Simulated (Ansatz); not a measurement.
**Abstraction of Br: GeH(CH3)2Br + SnH3 → GeH(CH3)2 + SnH3Br**

Species: GeH(CH3)2Br, singlet; SnH3 `[SnH3]`, doublet; GeH(CH3)2, doublet; SnH3Br `[Br][SnH3]`, singlet. A radical takes Br: the energy is the difference in strength between the Ge–Br bond broken and the Sn–Br bond made.

Shapes, held fixed at every level: PBE0-D4/def2-TZVP. Programs: Ansatz 0.2.0. Electronic energies: no zero-point or thermal term.

(1) Estimate ΔE of this reaction.

Results:

(1) The highest level, CCSD(T)/def2-TZVPP, gives ΔE = +44.0 kJ/mol; the levels span +32.8 to +45.2. The column of differences is taken from that level and isn't an error. No measured value is set beside it here. Open shells run unrestricted unless RO is named. For atoms past krypton def2 sets carry core potentials with scalar relativity. Relativity is left out for Br, Ge unless named. Correlated rows may include outer-core shells of Br, Ge, Sn, which these sets cover unevenly.

| level | kind | ΔE (kJ/mol) | less CCSD(T)/def2-TZVPP |
| --- | --- | --- | --- |
| HF/def2-TZVPP | Hartree–Fock | +32.8 | -11.2 |
| PBE-D4/def2-TZVPP | GGA | +36.7 | -7.3 |
| r2SCAN-D4/def2-TZVPP | meta-GGA | +38.2 | -5.8 |
| B3LYP-D4/def2-TZVPP | global hybrid | +37.5 | -6.5 |
| wB97M-V/def2-TZVPP | range-separated hybrid | +39.5 | -4.5 |
| MP2/def2-TZVPP | perturbation theory | +45.2 | +1.2 |
| CCSD(T)/def2-TZVPP | coupled cluster or CI | +44.0 | 0.0 |

Every level makes bromine transfer from germanium to tin endothermic, so the Ge–Br bond broken is stronger than the Sn–Br bond formed, by +44.0 kJ/mol at CCSD(T). This follows the usual weakening of bonds to a given halogen from germanium to tin: the larger, more diffuse valence orbitals of tin overlap less well with those of bromine, and the greater polarity of the Sn–Br bond only partly compensates. The methyl groups probably widen the gap, since they donate electron density to germanium and stabilise its positively polarised centre in the bromide more than in the radical.

Hartree–Fock gives the smallest reaction energy and MP2 the largest, which suggests that electron correlation favours the germanium bromide side. The sign is thus secure across the methods, while the magnitude depends on the treatment of correlation. Electronically, the reverse transfer, from SnH3Br to the dimethylgermyl radical, is the downhill direction. Because metal and substituents change together, the energy can't be read as the intrinsic difference between germanium and tin.
